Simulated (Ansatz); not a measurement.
# MnF2: energy above lowest point and pressure against volume scale

Free energy against uniform scaling of the volume at fixed shape and fractions; periodic cell, basis, potentials, k mesh and filling as listed. The results are calculated, by Ansatz 0.2.0.

The cell before it is scaled or strained (space group P4_2/mnm, No. 136):
```
CELL_PARAMETERS angstrom
4.89000 0.00000 0.00000
0.00000 4.89000 0.00000
0.00000 0.00000 3.32170
ATOMIC_POSITIONS crystal
Mn 0.00000 0.00000 0.00000
Mn 0.50000 0.50000 0.50000
F 0.30530 0.30530 0.00000
F 0.19470 0.80530 0.50000
F 0.69470 0.69470 0.00000
F 0.80530 0.19470 0.50000
```

Settings of every row: functional revPBE; dispersion none; potentials norm-conserving; wave cutoff 1320 eV; density cutoff 5280 eV; k mesh 5x5x7; k shift 0x0x0; occupations gaussian; smearing width 0.2 eV; spin collinear.

Limits: minimum outside the range.

| row | volume scale | V (Å³/atom) | energy above lowest point (meV/atom) | pressure (GPa) |
| --- | --- | --- | --- | --- |
| 1 | 0.9406 | 12.452 | 59.5 | 13.02 |
| 2 | 0.9703 | 12.845 | ? | ? |
| 3 | 1 | 13.238 | 14.4 | 5.74 |
| 4 | 1.0297 | 13.631 | 3.9 | 2.87 |
| 5 | 1.0594 | 14.024 | 0 | 0.41 |

Question: what energy above lowest point and pressure should row 2 give?

Worked fit of energy above lowest point. Take u = (V_r/V)^(2/3) − 1 with V_r = 13.434 Å³ an atom, which is twice the finite (Eulerian) strain; such expansions in the strain, on which the Birch-Murnaghan equation of state is built, carry the rest volume and the bulk modulus. The shown rows have u = 0.05191, 0.00985, -0.00966, -0.02825. Least squares give energy above lowest point = 8.27 + 537.3 × u + 8659 × u² meV/atom; a straight line predicts inner rows, each left out in turn, worse (root mean square 8.5 against 0.019 meV/atom). All shown rows lie on it to the printed digit. The withheld row has u = 0.03034, so the fit gives 8.27 + 537.3 × (0.03034) + 8659 × (0.03034)² = 32.5 meV/atom.

The calculation gave 32.5 meV/atom. The fit meets it to the printed digit.

Worked fit of pressure. Take u = (V_r/V)^(2/3) − 1 with V_r = 13.434 Å³ an atom, which is twice the finite (Eulerian) strain; such expansions in the strain, on which the Birch-Murnaghan equation of state is built, carry the rest volume and the bulk modulus. The shown rows have u = 0.05191, 0.00985, -0.00966, -0.02825. Least squares give pressure = 4.251 + 147.53 × u + 412.1 × u² GPa; a straight line predicts inner rows, each left out in turn, worse (root mean square 0.4 against 0.012 GPa). The rows lie off it by 0.00, 0.00, 0.01, 0.00. The withheld row has u = 0.03034, so the fit gives 4.251 + 147.53 × (0.03034) + 412.1 × (0.03034)² = 9.11 GPa.

The calculation gave 9.1 GPa. The fit lies 0.01 GPa (0.079 % of the column's range) above it, one unit of the last digit.
